# Squeezing and stretching wurtzite CdSe

Q: I have nine calculated pressures for one crystal. Which of these cells would sit still if I took away the load?

Wurtzite CdSe at nine volumes, calculated with Ansatz 0.2.0 using r2SCAN with spin–orbit coupling, PAW potentials, a 500 eV plane-wave cutoff, a 12×12×4 k mesh and Fermi–Dirac smearing of 0.02 eV. In the strained cells the atomic positions were relaxed with r2SCAN. Pressure and stress are positive in compression.

```
volume (Å³/atom)     c/a  shortest distance (Å)  pressure (GPa)  stress xx (GPa)  stress zz (GPa)
          25.541  1.6303                  2.550           8.250            8.180            8.370
          26.347  1.6303                  2.576           5.720            5.680            5.810
          27.171  1.6303                  2.603           3.520            3.490            3.580
          28.011  1.6303                  2.629           1.610            1.600            1.640
          28.868  1.6303                  2.655          -0.040           -0.050           -0.020
          29.743  1.6303                  2.682          -1.470           -1.480           -1.460
          30.635  1.6303                  2.709          -2.700           -2.700           -2.690
          31.545  1.6303                  2.734          -3.750           -3.750           -3.760
          32.473  1.6303                  2.761          -4.650           -4.640           -4.660
```

A: The fifth, with a volume of 28.868 Å³ per atom, is almost at rest. Its pressure is only slightly below zero, so the true rest volume lies a little lower. The rows above it are compressed and push outward; the rows below it have negative pressure, which means that they are held open and pull inward. All edges are scaled together in steps of one per cent, up to 4% shorter and 4% longer than in the fifth row.

Q: If I shorten every edge by 4%, or lengthen every edge by 4%, do I need the same pressure with the sign reversed?

A: No. The squeezed cell pushes back with 8.25 GPa, while the stretched one pulls with only 4.65 GPa. The crystal stiffens as it shrinks and softens as it grows. A measure of this is the bulk modulus $B=-V\,dP/dV$, the pressure needed per relative loss of volume, where $P$ is the pressure and $V$ the volume. Taken from neighbouring rows, it falls at every step, from about 81 GPa between the two smallest cells to 31 GPa between the two largest.

A small part of the difference is geometry. Pressure is force per area, and the faces of the most stretched cell are about 17% larger than those of the most squeezed one. Of the ratio of 1.77 between the two pressures, a factor of about 1.5 remains, and the reason for that is the lopsided shape of the energy curve of a bond. When Cd and Se come closer, their electron clouds overlap and the repulsion climbs steeply. When they move apart, that repulsion dies away quickly while the attraction fades more gently, so the net pull grows by less with each further step. The table shows the softening, but it does not separate repulsion from attraction. Nor is there a sign of a sudden electronic change that could interfere: the band gap stays open and varies smoothly through all nine cells.

Q: Can I work out a pressure at some other volume without a new calculation?

A: Yes, within this range, if the formula allows for the stiffening. Let $V_0$ be the volume at zero pressure, and measure the compression by

$$f=\tfrac12\left[(V_0/V)^{2/3}-1\right].$$

Near rest the energy rises as $f^2$. Plotted against volume, that curve is already lopsided, and a term in $f^3$ adjusts by how much. Differentiating that energy with respect to volume gives the third-order Birch–Murnaghan equation,

$$P=3B_0 f(1+2f)^{5/2}\left[1+\tfrac32(B'-4)f\right].$$

Here $B_0$ is the bulk modulus at zero pressure and $B'$ tells how many GPa it gains for each GPa of pressure, near rest. A least-squares fit to all nine pressures gives $V_0=28.84$ Å³ per atom, $B_0=51.4$ GPa and $B'=4.55$.

Take the smallest cell as an example. The ratio $V_0/V=28.84/25.541$ is 1.129, which gives $f=0.0422$. The factor before the bracket is then $3\times51.4\times0.0422\times1.224=7.96$ GPa. The bracket adds 3.5%, and the result is 8.24 GPa, against 8.25 GPa in the table.

That row took part in the fit, so the agreement is no independent test. A fairer one leaves out each row in turn and predicts it from the other eight; the typical miss is then about 0.002 GPa, which is finer than the rounding of the table and should be read only as below a hundredth of a GPa. With $B'$ held at 4, and $V_0$ and $B_0$ fitted afresh to 28.89 Å³ per atom and 51.54 GPa, the formula is still useful, but it misses the largest cell by 0.12 GPa. Dropping the bracket without refitting leaves the smallest cell at 7.96 GPa, 0.29 GPa too low. A bulk modulus held constant at 51.4 GPa does far worse: it gives only 6.2 GPa for the smallest cell, a quarter below the calculated pressure.

Q: My pressure cell uses a fluid, which pushes equally from all sides. Is that what was calculated?

A: Not quite. The ratio of the hexagonal edges, c/a, was held fixed, so the shape could not adjust to the load. In the smallest cell the stress along c (stress zz) exceeds that in the plane (stress xx) by 0.19 GPa, about 2% of the pressure. Only 0.03 GPa of this is already there in the unstrained cell, so most of it comes with the compression.

In a fluid the two stresses would have to be equal. The crystal would therefore let c grow a little and a shrink a little at the same volume, and c/a would rise slightly. For the stretched cells the evidence is weaker. There the difference is about 0.02 GPa at most, and it follows the small forces left on the atoms: these are largest in the sixth and seventh rows, up to 0.005 eV/Å, and the difference jumps from +0.015 to −0.017 GPa just where they drop to 0.0004 eV/Å. The two most stretched cells, which are better relaxed, have the opposite sign to the squeezed ones, as one would expect, but I would not rely on its size.

Q: I can measure the band gap more easily than the volume. Could I use it as a pressure gauge?

A: You could, but not with a single conversion factor. The same calculations give a gap that widens on compression, from 0.71 eV in the largest cell to 1.28 eV in the smallest. Per GPa, however, the change is 77 meV between the two largest cells and only 28 meV between the two smallest. At first sight the gap seems to lose its sensitivity under pressure.

Per GPa it does, but its response to a relative change of volume hardly alters; the crystal merely becomes harder to compress. Plotted against $\ln V$, the gap lies close to a straight line through all nine cells, with a fitted slope of −2.37 eV and a typical miss of 1 meV. This slope is the volume deformation potential of the gap. The change per unit pressure is the slope divided by $-B$, which at rest gives $2.37/51.4=0.046$ eV per GPa. Since the size of the slope, taken step by step, stays between 2.31 and 2.40 eV while $B$ more than doubles across the series, nearly all the curvature of the gauge is mechanical. It is better to turn the gap into a relative volume first, and the volume into a pressure afterwards.

The sign of the slope has a chemical origin. In such compounds the lowest empty state is mainly an antibonding mixture of s orbitals, and the highest filled states are mainly p orbitals of the anion. Shorter bonds push the antibonding state up more than the filled ones. That assignment is an argument from bonding; the gaps alone do not prove it.

Q: What would change if I replaced selenium by sulfur?

A: The general shape of the curve should stay, because steep repulsion and slower attraction are common to both compounds. The sulfur compound has shorter bonds and packs its bonding energy into less volume, so it should be stiffer, and the same strain should cost more pressure. Tellurium should act the other way. These are arguments from bonding, and the present numbers cannot test them: a selenide squeezed to shorter bonds is not a sulfide.

Q: How many of these digits may I carry into my own work?

A: As results of this calculation, the pressures are consistent to about a hundredth of a GPa. There is an independent route to them, because pressure is also the slope of the energy against volume, with the sign reversed. Mean pressures obtained from the energies of neighbouring cells agree with those from the stresses to within 0.006 GPa; the fitted curve served only to supply the pressures halfway between rows. If the wave cutoff were set much too low, the two routes would drift apart. Their agreement does not test what both share: the density functional, the potentials and the k mesh.

Compared with a real crystal, the error is much larger. The measured volume is roughly 28 Å³ per atom, a recalled value, so the calculated cell is some 3% too large. Thermal motion is missing here, but it would normally swell the cell further and so does not explain the excess. If you looked up your measured volume directly, the fourth row would report 1.61 GPa for a sample under no load at all. Use the ratio $V/V_0$ instead, with your own measured $V_0$, and most of this offset drops out. The bulk modulus still belongs to a cell that is too large, so it is likely to be somewhat low.

The gap needs similar care. Experiment finds roughly 1.8 eV, again a recalled value, against 0.99 eV in the unstrained cell. Functionals of this kind usually make gaps too small, and spin–orbit coupling is already included. Shifts of the gap are therefore safer to use than its absolute size, although nothing here checks the slope against a measurement.

Finally, pressure can change the crystal itself. Real CdSe turns into the denser rocksalt structure at roughly 3 GPa, once more a recalled value, so the first three rows describe wurtzite beyond the range where it is expected to be stable. They are still valuable for finding how stiffness changes with volume. For a press running at 8 GPa, you would need the corresponding curve for rocksalt, in which each atom has six neighbours instead of four.
